A silicide contact is made by laying a metal film on silicon and heating until the two react. The engineer must decide how thick that film may be, because the reaction eats into the silicon below and the new layer has to fit where the old material was. Counting atoms gives the silicon consumed. The thickness of the layer that replaces it depends on the volume of the compound, and this can be estimated on the back of an envelope.

Binary silicides computed with Ansatz 0.2.0 (r2SCAN, plane-wave PAW, scalar-relativistic, no spin polarisation, 500 eV cutoff, Gaussian smearing of 0.1 eV). Each crystal was relaxed at this level, keeping the symmetry of its starting structure. Energies are relative to the elements' standard states in the same functional; valence electrons are counted by group number.

```
formula  space group of the cell as it ended  space group  volume per atom (Å³)  shortest distance (Å)  pair at the shortest distance  valence electrons an atom  neighbours of the non-metal within 15 % of its shortest distance    k mesh  energy over elements (eV/atom)
  Al4Si                           R-3m (166)         R-3m                 15.46                  2.731                          Al-Si                       3.20                                                                12  15×15×15                           0.129
  CoSi2                          Fm-3m (225)        Fm-3m                 12.51                  2.301                          Co-Si                       5.67                                                                 4  14×14×14                          -0.412
  Ni3Si                          Pm-3m (221)        Pm-3m                 10.40                  2.450                          Ni-Si                       8.50                                                                12  12×12×12                          -0.437
   WSi2                         I4/mmm (139)       I4/mmm                 13.41                  2.579                          Si-Si                       4.67                                                                10  18×18×18                          -0.312
  Ta2Si                         I4/mcm (140)       I4/mcm                 16.01                  2.525                          Si-Si                       4.67                                                                10  10×10×10                          -0.611
  TiSi2                            Cmcm (63)         Cmcm                 14.16                  2.379                          Si-Si                       4.00                                                                 6   10×10×5                          -0.553
  Hf2Si                         I4/mcm (140)       I4/mcm                 18.53                  2.584                          Si-Si                       4.00                                                                10  10×10×10                          -0.791
  NiSi2                          Fm-3m (225)        Fm-3m                 13.02                  2.332                          Ni-Si                       6.00                                                                 4  14×14×14                          -0.351
  MoSi2                         I4/mmm (139)       I4/mmm                 13.36                  2.575                          Si-Si                       4.67                                                                10  18×18×18                          -0.471
  Ni2Si                       P6_3/mmc (194)     P6_3/mmc                 10.65                  2.234                          Si-Ni                       8.00                                                                11   12×12×8                          -0.479
```

The obvious first guess is to add up the volumes that the atoms have in their elements, with about 20 Å³ for an atom in diamond-type silicon. It fails badly. Every compound in the table, computed with the r2SCAN density functional, is smaller than this sum, by 12 to 28 %. The repair takes one constant: leave the metal its elemental volume, but count only 12 Å³ for each silicon.

V = (n_M · V_M + n_Si · 12 Å³) / (n_M + n_Si)

Here V is the volume per atom, n_M and n_Si are the numbers of metal and silicon atoms in the formula, and V_M is the volume per atom of the pure metal. Rough recalled values of V_M are enough. They are measured volumes, not r2SCAN ones, so part of every miss below can come from this mismatch:

Co, Ni 11; Mo, W 16; Al 17; Ti, Ta 18; Hf 22 Å³

The likely main reason for so large a saving is that silicon's own crystal is mostly void. Each atom there has only four neighbours, held in fixed directions by electron-pair bonds. Equal spheres in that network take 2.2 times the volume that they need in close packing at the same contact distance. Among metal atoms silicon has more neighbours and the open network is gone. The full factor would leave about 9 Å³ for each silicon. The constant of 12 Å³ is a smaller gain, as expected when a bond lengthens because an atom shares its electrons among more neighbours.

The size of the constant can be made plausible from this picture. Close-packed spheres with a contact distance d take d³/√2 each. The shortest Si-Si distance of about 2.58 Å in MoSi2 and WSi2 then gives 12 Å³, while the shorter one in TiSi2 gives 9.5 Å³. Silicon has only ten near neighbours in MoSi2 and WSi2, not the twelve of close packing, so the exact match is partly luck. Geometry supplies the magnitude, and the table has to supply the digit.

Melting ice is a simpler case of the same kind. Water molecules in ice also sit in an open network with four neighbours, and the liquid is denser because the network partly collapses, not because the molecules shrink. The likeness ends with the packing. Ice has no second component to exchange electrons with, and its contraction is only about a tenth.

It is tempting to say instead that strong bonding between metal and silicon pulls the crystal together. The column of energy over elements, which is negative when the compound is more stable than its separate elements, gives this little support as the main cause, although it is a net energy that also counts the bonds lost in the elements. Al4Si, a hypothetical ordered crystal, lies 0.13 eV per atom above its elements and still contracts, by 12 % with the aluminium volume listed above and by about 8 % if aluminium is given 16 Å³. WSi2 gains 0.16 eV per atom less over its elements than MoSi2 does, yet their volumes are almost the same. Bonding may still shape the spread about the rule: counted per silicon, NiSi2, Ni2Si and Ni3Si gain more energy in that order and leave silicon less room.

Titanium disilicide shows the rule at work:

V = (18 + 2 · 12) / 3 = 14.0 Å³

The calculation gives 14.2 Å³. For the contact, compare volumes at fixed area. A titanium film of 10 nm consumes 10 · 40/18, or about 22 nm of silicon, and leaves 10 · 42/18, or about 23 nm of silicide, so the surface ends nearly level with the silicon around it. This holds for the Cmcm form in the table; a finished contact usually contains another form of TiSi2.

Nickel disilicide is the hard case:

V = (11 + 2 · 12) / 3 = 11.7 Å³

The calculated volume is 13.0 Å³, so the rule falls short by 10 %, its largest miss in the table. On a 10 nm nickel film, which consumes about 36 nm of silicon, the rule predicts a surface sunk by some 4 or 5 nm. The computed volume reduces this to about 1 nm. A modest error in volume can therefore spoil the small difference between two thick layers.

The structure offers a reason for this miss. NiSi2 and CoSi2 have the fluorite structure, in which silicon atoms form a lattice of cubes and the metal fills only every second cube. The empty cubes preserve some of the openness that the rule assumes to be lost. The table lists four neighbours for silicon here, but six more silicon atoms lie just outside the distance window of that count, so the number exaggerates the openness.

In Ni2Si and Ni3Si the rule errs the other way and is too high by 6 to 8 %. These crystals are densely packed and rich in metal, and each silicon adds only 9 to 10 Å³. The Ni2Si row is a hexagonal form, not the usual one at room temperature. A smaller volume for nickel would nearly cure Ni3Si but would make NiSi2 worse, so no single volume for nickel mends both ends. NiSi2 was run with a different PAW set from the two nickel-rich rows, which is expected to matter far less than these misses. Structure and composition change together along these rows, and the table cannot tell which matters more. The cobalt and nickel compounds were also computed without spin polarisation, whose effect on their volumes is untested here. Their density of states at the Fermi level, below one state per eV for each metal atom, makes a magnetic state unlikely.

Over all ten rows the hand rule misses the computed volume by 4 % on average. For the compounds of Ti, Hf, Ta, Mo and W it stays within about 1 %, closer than metal volumes of two figures can guarantee. The value 12 was read from these same rows, the two worked ones included, so this is a summary of the table more than a forecast. A least-squares fit of the silicon constant to all rows gives 12.4 ± 0.4 Å³; the printed analysis after this text lists the misses.

The constant must not be taken for the size of a silicon atom in the crystal. A Bader analysis, which divides space along the valleys of the electron density, gives silicon 20.6 Å³ in Hf2Si, as much as in the element, and leaves hafnium 17.5 Å³. There electrons have moved from hafnium to silicon, and the border between the atoms has moved with them. The rule books the whole contraction under silicon. Within one compound this does no harm, because moving a border changes the two shares but not their sum. Between compounds it can: if the metal shrinks too, each silicon has to carry more of that loss where metal atoms are many. This could be part of the reason why the rule is too high for Ni2Si and Ni3Si, but Ta2Si and Hf2Si are as rich in metal as Ni2Si and fit well, so the table gives the idea little support. Al4Si decides nothing, since its miss changes sign if aluminium is given 16 Å³ instead of 17.

For a disilicide the rule turns into a quick test for the process. The layer fills the space of the consumed silicon when V_M + 24 equals 40, that is, for a metal of about 16 Å³ per atom. Molybdenum and tungsten meet this condition, and their computed volumes agree with it to within 1 %. Titanium is larger and its silicide stands slightly proud. Cobalt and nickel are smaller and theirs sinks, though by less than the rule says, probably because fluorite keeps its empty cubes.

Output of the analysis:

```
Hand rule, volumes in Å³:
    row  rule_per_atom  rule_less_computed  miss_percent  change_from_elements_percent  left_for_each_Si  volume_over_consumed_Si
  Al4Si             16                0.54         3.493                        -12.16               9.3                    3.865
  CoSi2          11.67             -0.8433        -6.741                        -26.41             13.27                   0.9383
  Ni3Si          11.25                0.85         8.173                        -21.51               8.6                     2.08
   WSi2          13.33            -0.07667       -0.5717                        -28.16             12.12                    1.006
  Ta2Si             16               -0.01      -0.06246                        -14.23             12.03                    2.401
  TiSi2             14               -0.16         -1.13                        -26.76             12.24                    1.062
  Hf2Si          18.67              0.1367        0.7375                        -13.14             11.59                     2.78
  NiSi2          11.67              -1.353        -10.39                        -23.41             14.03                   0.9765
  MoSi2          13.33            -0.02667       -0.1996                        -28.43             12.04                    1.002
  Ni2Si          11.33              0.6833         6.416                        -23.93              9.95                    1.598
fit of volume_per_atom - metal on 10 rows: coefficient of xSi 12.39 +/- 0.39; rms 0.605, worst NiSi2 -1.09, leave-one-out rms 0.671
fit of volume_per_atom on 10 rows: coefficient of metal 0.9387 +/- 0.026, coefficient of xSi 13.14 +/- 0.45; rms 0.466, worst NiSi2 -0.821, leave-one-out rms 0.568
Rms miss of the hand rule, Å³ per atom: 0.6383
Mean size of the miss of the hand rule, percent: 3.792
Rms miss of adding the elemental volumes, Å³ per atom: 3.967
Rms miss of the hand rule for Ti, Hf, Ta, Mo, W rows, Å³ per atom: 0.101
Rms miss of the hand rule for Co and Ni rows, Å³ per atom: 0.9659
NiSi2 miss if Ni is given 10 Å³, Å³ per atom: -1.687
Ni3Si miss if Ni is given 10 Å³, Å³ per atom: 0.1
Left for Si in Al4Si if Al is given 16.5 Å³, Å³: 11.3
Diamond volume over close-packed volume at equal distance: 2.177
Close-packed volume at the shortest Si-Si contact of the table, Å³: 9.521
Close-packed volume at the longest listed Si-Si contact, Å³: 12.2
Smallest Bader volume of Si, Å³: 10.41
Largest Bader volume of Si, Å³: 20.57
Energy of WSi2 less MoSi2, eV per atom: 0.159
Volume of WSi2 less MoSi2, Å³ per atom: 0.05
```
